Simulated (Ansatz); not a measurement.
## A series in volume scale on BaCuGe

Results calculated with Ansatz 0.2.0, not measured. Free energy against uniform scaling of the volume at fixed shape and fractions; periodic cell, basis, potentials, k mesh and filling as listed.

The cell before it is scaled or strained (space group P-6m2, No. 187):
```
BaCuGe
1.0
      4.2343     0.0000     0.0000
     -2.1172     3.6670     0.0000
      0.0000     0.0000     5.0455
Ba Cu Ge
1 1 1
Direct
  0.00000 0.00000 0.00000
  0.33333 0.66667 0.50000
  0.66667 0.33333 0.50000
```

Settings of every row: functional PBEsol; dispersion none; potentials all-electron LAPW; k mesh 8x8x6; k shift 0x0x0; occupations fermi dirac; smearing width 0.15 eV; spin none; SCF threshold exponent -9.

Limits: coarse k mesh, up to 40 meV an atom off; no spin-orbit coupling, which can matter with elements this heavy; the cell comes from a prototype or a list of computed structures and needn't be the stable phase.

| row | volume scale | V (Å³/atom) | energy above lowest point (meV/atom) |
| --- | --- | --- | --- |
| 1 | 0.94 | 24.547 | 1.7 |
| 2 | 0.96 | 25.07 | 0 |
| 3 | 0.98 | 25.592 | 1.9 |
| 4 | 1 | 26.114 | 7.1 |
| 5 | 1.02 | 26.636 | ? |
| 6 | 1.04 | 27.159 | 25.6 |
| 7 | 1.06 | 27.681 | 38.3 |

Question: what energy above lowest point should row 5 give?

Worked fit of energy above lowest point. Take u = (V_r/V)^(2/3) − 1 with V_r = 25.853 Å³ an atom, which is twice the finite (Eulerian) strain; such expansions in the strain, on which the Birch-Murnaghan equation of state is built, carry the rest volume and the bulk modulus. The shown rows have u = 0.03516, 0.02071, 0.00679, -0.00667, -0.03232, -0.04452. Least squares give energy above lowest point = 4.13 − 384.6 × u + 8811 × u² + 4724 × u³ meV/atom; a parabola predicts inner rows, each left out in turn, worse (root mean square 0.097 against 0.032 meV/atom). All shown rows lie on it to the printed digit. Its lowest point lies at u = 0.0215, or V = 25.04 Å³ an atom, and the curvature there gives the bulk modulus at fixed shape and fractions, B = (4/9)(1 + u)² E″(u)/V = 54.1 GPa. Letting shape and atoms relax would as a rule lower it, by much in layered, chain or molecular crystals. The withheld row has u = -0.01969, so the fit gives 4.13 − 384.6 × (-0.01969) + 8811 × (-0.01969)² + 4724 × (-0.01969)³ = 15.1 meV/atom.

The calculation gave 15 meV/atom. The fit lies 0.1 meV/atom (0.26 % of the column's range) above it, one unit of the last digit.
